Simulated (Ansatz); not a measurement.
## C: energy above lowest point and pressure against volume scale

Results calculated with Ansatz 0.2.0, not measured. Free energy against uniform scaling of the volume at fixed shape and fractions; periodic cell, basis, potentials, k mesh and filling as listed.

The cell before it is scaled or strained (space group P6_3/mmc, No. 194):
```
cell vectors (Å)
   2.5221     0.0000     0.0000
  -1.2611     2.1842     0.0000
   0.0000     0.0000     4.1186
atoms (fractions of the cell vectors)
C   0.33333  0.66667  0.06250
C   0.66667  0.33333  0.56250
C   0.33333  0.66667  0.43750
C   0.66667  0.33333  0.93750
```

Settings of every row: functional PBE; dispersion none; potentials PAW; wave cutoff 500 eV; density cutoff 2000 eV; k mesh 10x10x6; k shift 0x0x0; occupations cold; smearing width 0.1 eV; spin none.

| row | volume scale | V (Å³/atom) | energy above lowest point (meV/atom) | pressure (GPa) |
| --- | --- | --- | --- | --- |
| 1 | 0.94 | 5.332 | 38.1 | 34.09 |
| 2 | 0.96 | 5.445 | ? | ? |
| 3 | 0.98 | 5.559 | 5.5 | 12.55 |
| 4 | 1 | 5.672 | 0 | 3.2 |
| 5 | 1.02 | 5.786 | 0.8 | -5.31 |
| 6 | 1.04 | 5.899 | 7.3 | -13.07 |
| 7 | 1.06 | 6.012 | 19.1 | -20.13 |

Question: what energy above lowest point and pressure should row 2 give?

Worked fit of energy above lowest point. Take u = (V_r/V)^(2/3) − 1 with V_r = 5.729 Å³ an atom, which is twice the finite (Eulerian) strain; such expansions in the strain, on which the Birch-Murnaghan equation of state is built, carry the rest volume and the bulk modulus. The shown rows have u = 0.04904, 0.02028, 0.00669, -0.00658, -0.01931, -0.03163. Least squares give energy above lowest point = −0.38 − 61.4 × u + 17413 × u² − 3299 × u³ meV/atom; a parabola predicts inner rows, each left out in turn, worse (root mean square 0.066 against 0.039 meV/atom). All shown rows lie on it to the printed digit. Its lowest point lies at u = 0.0018, or V = 5.714 Å³ an atom, and the curvature there gives the bulk modulus at fixed shape and fractions, B = (4/9)(1 + u)² E″(u)/V = 435 GPa. Letting shape and atoms relax would as a rule lower it, by much in layered, chain or molecular crystals. The withheld row has u = 0.03448, so the fit gives −0.38 − 61.4 × (0.03448) + 17413 × (0.03448)² − 3299 × (0.03448)³ = 18.1 meV/atom.

The calculation gave 18 meV/atom. The fit lies 0.1 meV/atom (0.26 % of the column's range) above it, one unit of the last digit.

Worked fit of pressure. Take u = (V_r/V)^(2/3) − 1 with V_r = 5.729 Å³ an atom, which is twice the finite (Eulerian) strain; such expansions in the strain, on which the Birch-Murnaghan equation of state is built, carry the rest volume and the bulk modulus. The shown rows have u = 0.04904, 0.02028, 0.00669, -0.00658, -0.01931, -0.03163. Least squares give pressure = −1.157 + 646.12 × u + 1478.7 × u² GPa; a straight line predicts inner rows, each left out in turn, worse (root mean square 0.99 against 0.036 GPa). The rows lie off it by 0.01, 0.00, -0.03, 0.03, 0.01, -0.02. The pressure vanishes at u = 0.0018, or V = 5.714 Å³ an atom, and there the bulk modulus at fixed shape and fractions is B = −V dP/dV = (2/3)(1 + u) dP/du = 435 GPa. Letting shape and atoms relax would as a rule lower it, by much in layered, chain or molecular crystals. The withheld row has u = 0.03448, so the fit gives −1.157 + 646.12 × (0.03448) + 1478.7 × (0.03448)² = 22.88 GPa.

The calculation gave 22.82 GPa. The fit lies 0.06 GPa (0.11 % of the column's range) above it; its largest miss of a shown row is 0.03 GPa.
